Notes: the current limit of a pulsed interconnect when electromigration and Joule heating are solved together

A current-density rule j0 quoted at a chip temperature T_ref assumes that the metal sits at T_ref. A line carrying short pulses can satisfy the rule on average current and still run well above T_ref, because heating follows the rms current. I want the peak current at which the line, at the temperature it gives itself, lasts exactly as long as the rule intends. The self-consistent formulation is due to Hunter (1997).

1. Premises and conventions

The line has width W and thickness t_m and lies on an insulator of thickness t_ins and conductivity k, above silicon whose surface is at T_ref. T_m is the metal temperature, ΔT = T_m − T_ref, and temperatures in exponents are in kelvin.

P1. Black's law (1969) with exponent 2: lifetime t_f = A j⁻² exp(Q/k_B T), with A and Q constant.
P2. The target lifetime is that of a dc density j0 at T_ref.
P3. The current is a train of unipolar rectangular pulses, height j_peak, period P, duty r, uniform over the cross-section.
P4. T_m is uniform in the metal and constant within a period.
P5. The line is long and isolated, all heat goes down to the silicon, k is constant, and ρ(T_m) = ρ_ref(1 + βΔT) with β ≥ 0.

Section 7 gives the sizes of what P3 to P5 neglect.

2. Current moments

The current equals j_peak for a time rP in each period and zero otherwise, so

j_avg = (1/P)∫j dt = r j_peak,  j_rms² = (1/P)∫j² dt = r j_peak².

Eliminating j_peak,

j_avg² = r j_rms².   (1)

3. Which current enters Black's law

P1 is a dc law, so I need a reason for putting j_avg in it. The stress model of Korhonen and co-workers (1993) supplies one, together with the exponent 2. Take σ positive in tension, electrons flowing along +x from a blocking cathode end at x = 0, atomic volume Ω, diffusivity D, effective modulus B and effective charge Z*. The force on an atom is Ω(∂σ/∂x + G) with G = |Z*|eρj/Ω, and removing atoms raises the tension, which gives

∂σ/∂t = κ ∂/∂x(∂σ/∂x + G),  κ = DBΩ/k_B T.

For uniform G this is the diffusion equation with ∂σ/∂x = −G at x = 0 (zero flux). Starting from σ = 0, the solution for constant G is

σ = G[2√(κt/π) exp(−x²/4κt) − x erfc(x/(2√(κt)))],

as substitution confirms. At the cathode σ = 2G√(κt/π), and a void nucleates at a critical stress σ_c after t = πσ_c²/(4κG²), proportional to j⁻² D⁻¹. The remaining factor T/ρ², at fixed Z*, shifts the apparent activation energy by 2βk_B T² − k_B T, which is 0.04 eV for the inputs of section 8. I take Q to be the apparent value with this absorbed.

With T constant (P4) the problem is linear in G, so superposing steps gives σ(0,t) = √(κ/π) ∫G(t′)(t − t′)^(−1/2) dt′. I split G into its mean rG_peak and a periodic part of zero mean. The mean gives 2rG_peak√(κt/π). The periodic part cancels over old periods, where the kernel is nearly flat, and leaves a term of the order of one pulse, 2G_peak√(κrP/π). The ratio is √(P/(rt)), which is 2×10⁻⁷ for P = 100 ns, r = 0.01 and t = 10 years. So j_avg is the current to use.

Requiring t_f(j_avg, T_m) ≥ t_f(j0, T_ref), the constant A cancels:

j_avg⁻² exp(Q/k_B T_m) ≥ j0⁻² exp(Q/k_B T_ref),

j_avg² ≤ j0² exp(−u),  u = (Q/k_B)(1/T_ref − 1/T_m) = QΔT/(k_B T_ref T_m).   (2)

Since u > 0 for a heated line, the allowed average is below j0.

4. Heat balance

Averaging the heat equation of the insulator over one period of the periodic state removes the time derivative, so the mean temperature obeys Laplace's equation, driven by the mean power. With ρ constant within a period, the mean power per unit length is ρ(T_m) j_rms² W t_m. The heat carried to the silicon per unit length is kSΔT, where S is a dimensionless shape factor. I define W_eff by S = W_eff/t_ins, so that purely vertical flow has W_eff = W. Equating the two,

j_rms² = ΔT k W_eff/(t_ins t_m W ρ(T_m)).   (3)

S can be found exactly for a line whose only contact with the insulator is its bottom face, the rest of the upper surface being adiabatic. Put z = x + iy with the upper surface at y = 0, the silicon at y = t_ins and the line on |x| < W/2. The map s = exp[π(z − W/2)/t_ins] sends the layer to the upper half plane, the silicon to s < 0, the line to m < s < 1 with m = exp(−πW/t_ins), and the adiabatic parts to 0 < s < m and s > 1. The Schwarz–Christoffel map dw/ds = [s(s − m)(s − 1)]^(−1/2) turns each of the points 0, m, 1, ∞ into a right angle, giving a rectangle with two opposite isothermal sides and two adiabatic sides. Conductance is conformally invariant, so S is the length of an isothermal side over the length of an adiabatic side. The substitution s = m sin²φ gives ∫ds/√(s(m − s)(1 − s)) = 2K(m) on (0, m), and s = 1 − (1 − m)sin²φ gives ∫ds/√(s(s − m)(1 − s)) = 2K(1 − m) on (m, 1), with K(m) = ∫dφ/√(1 − m sin²φ) from 0 to π/2. Hence

S = K(1 − m)/K(m).

For small m the standard expansion is πK(1 − m)/K(m) = ln(16/m) − m/2 − …, so

W_eff = W + (4 ln2/π) t_ins = W + 0.88 t_ins,   (4)

with a correction −m/2π to S that is 3×10⁻⁴ at W = 2t_ins.

Equation (3) can be solved for ΔT at given current. Define the heating that j0 would cause at resistivity ρ_ref,

ΔT0 = j0² ρ_ref t_ins t_m W/(k W_eff).

With y = ΔT0 (j_rms/j0)², (3) reads ΔT = y(1 + βΔT), so

ΔT = y/(1 − βy).   (5)

A steady state exists only for βy < 1, that is below the runaway density j_run = j0/√(βΔT0), and ΔT increases monotonically with j_rms below it.

5. The self-consistent equation

At fixed r, raising j_peak raises j_avg and, by (5), raises T_m. Both shorten t_f, so (2) holds for all j_peak up to the value that makes it an equality, and that value is the limit. Taking the equality and forming r = j_avg²/j_rms² from (1), (2) and (3),

r = j0² exp[(Q/k_B)(1/T_m − 1/T_ref)] t_ins t_m W ρ(T_m)/[(T_m − T_ref) k W_eff].   (6)

In the reduced variables,

r = F(ΔT) = ΔT0 (β + 1/ΔT) exp(−u).   (7)

Both ΔT-dependent factors are positive and strictly decreasing, so F is strictly decreasing. It diverges as ΔT → 0 and tends to βΔT0 exp(−Q/k_B T_ref) as ΔT → ∞. There is exactly one root for any r above that floor, which is 5×10⁻¹³ in the example. From the root,

j_avg = j0 exp(−u/2),  j_rms = j_avg/√r,  j_peak = (j0/r) exp(−u/2).   (8)

At the root y = ΔT/(1 + βΔT) < 1/β, so the limit always lies below runaway. If j0 is quoted at a temperature T0 other than that of the silicon, T0 replaces T_ref in the exponent only.

6. Closed form and sensitivities

For ΔT ≪ T_ref, u ≈ ΔT/θ with θ = k_B T_ref²/Q, and 1 + βΔT ≈ exp(βΔT). With 1/θ* = 1/θ − β, positive here, (7) becomes (ΔT/θ*) exp(ΔT/θ*) = ΔT0/(rθ*), so

ΔT ≈ θ* w(ΔT0/(rθ*)),   (9)

where w is the principal Lambert function, w(x) exp w(x) = x. The crossover duty is r* = ΔT0/θ*. For r ≫ r*, ΔT ≈ ΔT0/r ≪ θ and j_peak ≈ j0/r: electromigration alone decides. For r ≪ r*, ΔT grows only logarithmically, j_rms changes slowly, and j_peak leans toward r^(−1/2). The leading term dropped from u is −ΔT²/(θT_ref), so (9) underestimates ΔT.

Exact logarithmic derivatives follow from (7) and (8). Let g = du/d lnΔT = QΔT/(k_B T_m²), b = βΔT/(1 + βΔT) and N = 1 − b + g. Differentiating ln r = ln ΔT0 + ln(1 + βΔT) − ln ΔT − u at fixed Q gives N d lnΔT = d lnΔT0 − d ln r, and d ln j_peak = d ln j0 − d ln r − (g/2) d lnΔT. Since ΔT0 ∝ j0²/(kS),

∂ln j_peak/∂ln j0 = 1 − g/N = (1 − b)/N,
∂ln j_peak/∂ln r = −1 + g/2N,
∂ln j_peak/∂ln(kS) = g/2N.   (10)

Varying Q instead, u ∝ Q gives N d lnΔT = −u d lnQ and ∂ln j_peak/∂lnQ = −(u/2)(1 − g/N) = −u(1 − b)/2N.

7. Range of validity

Numbers here use the inputs of section 8 at r = 0.01.

Period. The rise during a pulse cannot exceed the adiabatic value ρj_peak² rP/C, with C the volumetric heat capacity of the metal. By (3) this equals ΔT·P/τ with τ = C t_m W/(kS) = 1.04 µs. It must be small against k_B T_m²/Q = 18.8 K, the change that alters the diffusion rate by a factor e. The bound is 0.17 K at P = 10 ns and 1.7 K at 100 ns. For P of order τ or longer, T_m follows the pulses, j and D are correlated, and (6) overestimates the limit.

Uniform current. The ratio of ωμ0 to the resistance per length ρ/(W t_m) is 2W t_m/δ², with skin depth δ = √(ρ/πfμ0), so I need δ well above √(W t_m) = 1.2 µm at f ≈ 1/(2rP). With ρ_ref, δ is 4.5 µm at P = 100 ns (0.5 GHz) and 1.4 µm at P = 10 ns (5 GHz), which is marginal: crowding adds dissipation. The window of usable P narrows as r falls.

Length. Adding conduction along a metal of conductivity k_m gives k_m W t_m T″ = kS(T − T_ref) − ρj_rms² W t_m, so an end held at T_ref is felt over λ = √(k_m W t_m/kS), neglecting β. The Wiedemann–Franz law gives k_m = (π²/3)(k_B/e)² T_ref/ρ_ref = 228 W/(m K) and λ = 9.9 µm. Lines must be many λ long. Short lines are cooler, and below the Blech (1976) length back-stress stops the drift and P1 fails. The gradient near an end also creates a flux divergence that P1 does not describe.

Series resistances, relative to 1/(kS). The drop across the metal is kS t_m/(2k_m W) = 0.13 %. A typical boundary resistance R_b of 2×10⁻⁸ m²K/W adds R_b kS/W = 2 %. Spreading in silicon, roughly ln(d/W)/(πk_Si) with a typical k_Si of 110 W/(m K) and d = 500 µm, adds 5 %.

Shape factor. This is the largest neglected thermal effect. A real line is covered, and added oxide can only raise S. For a thin strip under infinitely thick oxide the image method gives a kernel (1/2π) ln(r_image/r), and Thomson's principle says that any normalised source distribution p(x) gives 1/S ≤ ∬p(x)p(x′)(1/2π) ln[√((x − x′)² + 4t_ins²)/|x − x′|]. With p = 1/(π√(a² − x²)), a = W/2, the mean of ln|x − x′| is ln(a/2). For a = t_ins = 1 the mean of the image logarithm, done numerically, is 0.794, so S ≥ 2π/(0.794 + ln2) = 4.23, which is 47 % above (4). In the other direction, equally heated close neighbours remove the fringe and push S toward W/t_ins = 2. Heated levels stacked above one another lower the limit further.

Exponent. If void growth controls failure, t_f ∝ j⁻¹. For exponent n the exponential in (7) becomes exp(−2u/n) and j_avg = j0 exp(−u/n). Bipolar currents partly heal damage and are outside P3.

Linear ρ(T). In the Bloch–Grüneisen model with the compiled Debye temperature of Al, 428 K (Wikipedia), the tangent at 100 °C lies 0.3 % above the phonon resistivity at 200 °C. A single Q is assumed over the same range.

8. Illustration: Al-Cu on SiO2

Inputs, all typical or illustrative: Q = 0.7 eV, T_ref = 100 °C (373.15 K), j0 = 0.5 MA/cm², ρ_ref = 4.0 µΩ·cm and β = 3.0×10⁻³ K⁻¹ referred to 100 °C, k = 1.2 W/(m K) for deposited oxide, C = 2.4×10⁶ J/(m³K), W = 3 µm, t_m = 0.5 µm, t_ins = 1.5 µm.

From (4), S = 2.88 and W_eff = 4.32 µm, so kS = 3.46 W/(m K). The power at j0 is 1.50 W/m and ΔT0 = 0.434 K. Further, Q/k_B = 8123 K, θ = 17.1 K, θ* = 18.1 K, r* = 0.024 and j_run = 13.9 MA/cm². Roots of (7), computed from the unrounded intermediates, with currents in MA/cm²:

r       ΔT (K)   T_m (°C)   j_avg    j_rms    j_peak
1       0.42     100.4      0.494    0.494    0.494
0.1     3.57     103.6      0.451    1.43     4.51
0.01    17.3     117.3      0.308    3.08     30.8
0.001   45.8     145.8      0.152    4.82     152

Take r = 0.01. The root has u = 0.967, and the peak current is 0.46 A. The rule without heating would allow j0/r = 50 MA/cm², hence y = 43.4 K and by (5) ΔT = 49.8 K, which cuts the lifetime by a factor exp(u) = 13. At r = 0.001 it would ask for j_rms = 15.8 MA/cm², beyond runaway. The closed form (9) gives 17.0 K at r = 0.01 and 42.1 K at r = 0.001, where the dropped term in u has magnitude 0.05 and 0.33.

At r = 0.01, g = 0.924, b = 0.049 and N = 1.87, so the exponents are 0.51 for j0, −0.75 for r, 0.25 for kS and −0.25 for Q. Only about half of a relative gain in j0 reaches the peak current. The r exponent is −0.65 at r = 0.001.

Solving again with S = 4.23 gives ΔT = 14.0 K and j_peak = 33.7 MA/cm², and S = 2 gives 20.9 K and 28.1 MA/cm². With n = 1 and the original S the root is 11.8 K and j_peak = 25.6 MA/cm², 17 % lower. The third figure in the table therefore serves only for comparing rows, and the model's limit at r = 0.01 is about 31 MA/cm², with a spread of ten to twenty per cent from geometry and exponent.

This is the model's number for these inputs and covers the lifetime condition alone. Practical wiring rules typically also cap self-heating near 5 K. In the same model that cap means j_rms = 1.7 MA/cm², it is the tighter condition for r < 0.066, and it gives j_peak = 17 MA/cm² at r = 0.01, so the self-consistent limit lies a factor 1.8 above what such a line would typically be allowed. The resistive drop at 30.8 MA/cm² is 13 mV/µm, so over a line many λ long the available voltage may set the peak before either condition does.